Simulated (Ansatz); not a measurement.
**Abstraction of F: C2H3FSi + C3H6F → C2H3Si + C3H6F2**

Gas-phase species: C2H3FSi `C#C[SiH2]F`, singlet; C3H6F `[CH2]CCF`, doublet; C2H3Si `C#C[SiH2]`, doublet; C3H6F2 (1,3-difluoropropane) `FCCCF`, singlet. A radical takes F: the energy is the difference in strength between the Si–F bond broken and the C–F bond made.

Shapes, held fixed at every level: PBE0-D4/def2-TZVP. Flexible molecules stand in one conformer, not always the lowest. Programs: Ansatz 0.2.0. Electronic energies: no zero-point or thermal term.

| level | kind | ΔE (kJ/mol) | less CCSD(T)/CBS estimate |
| --- | --- | --- | --- |
| MP2/def2-TZVPP | perturbation theory | +176.1 | +13.6 |
| PBE-D4/def2-TZVPP | GGA | +128.9 | -33.6 |
| B3LYP-D4/def2-TZVPP | global hybrid | +151.1 | -11.4 |
| wB97X-V/def2-TZVPP | range-separated hybrid | +151.4 | -11.1 |
| CCSD(T)/def2-TZVPP | coupled cluster or CI | +156.7 | -5.8 |
| CCSD/def2-TZVPP | coupled cluster or CI | +161.0 | -1.5 |
| CCSD(T)/CBS estimate | coupled cluster or CI | +162.5 | 0.0 |

The highest level, CCSD(T)/CBS estimate, gives ΔE = +162.5 kJ/mol; the levels span +128.9 to +176.1. The column of differences is taken from that level and isn't an error. No measured value is set beside it here. Spin contamination: C2H3Si (⟨S²⟩ up to 0.85). Open shells run unrestricted. The CBS estimate extrapolates MP2 from def2-TZVPP and def2-QZVPP and adds CCSD(T) − MP2 in the triple-zeta set, cores frozen.

Fluorine transfer from silicon to carbon is strongly uphill at every level, so the Si–F bond broken is much stronger than the C–F bond made. Both bonds are polar, but silicon is more electropositive than carbon, which gives Si–F the larger ionic contribution. Donation from fluorine lone pairs into low-lying σ* orbitals at silicon probably strengthens it further. Any stabilisation of the silyl radical by the ethynyl group is evidently too small to offset this preference.

The sign is secure, but the magnitude depends on the treatment of correlation. PBE gives the smallest bond-strength difference and MP2 the largest, the latter possibly because the spin-contaminated reference places the silyl radical too high. The closeness of CCSD to the extrapolated result is partly a cancellation: triple excitations lower the reaction energy, whereas enlarging the basis raises it. In reverse, fluorine abstraction from the difluoroalkane by the silyl radical is energetically favourable, but its rate depends on a barrier that these reaction energies don't provide.
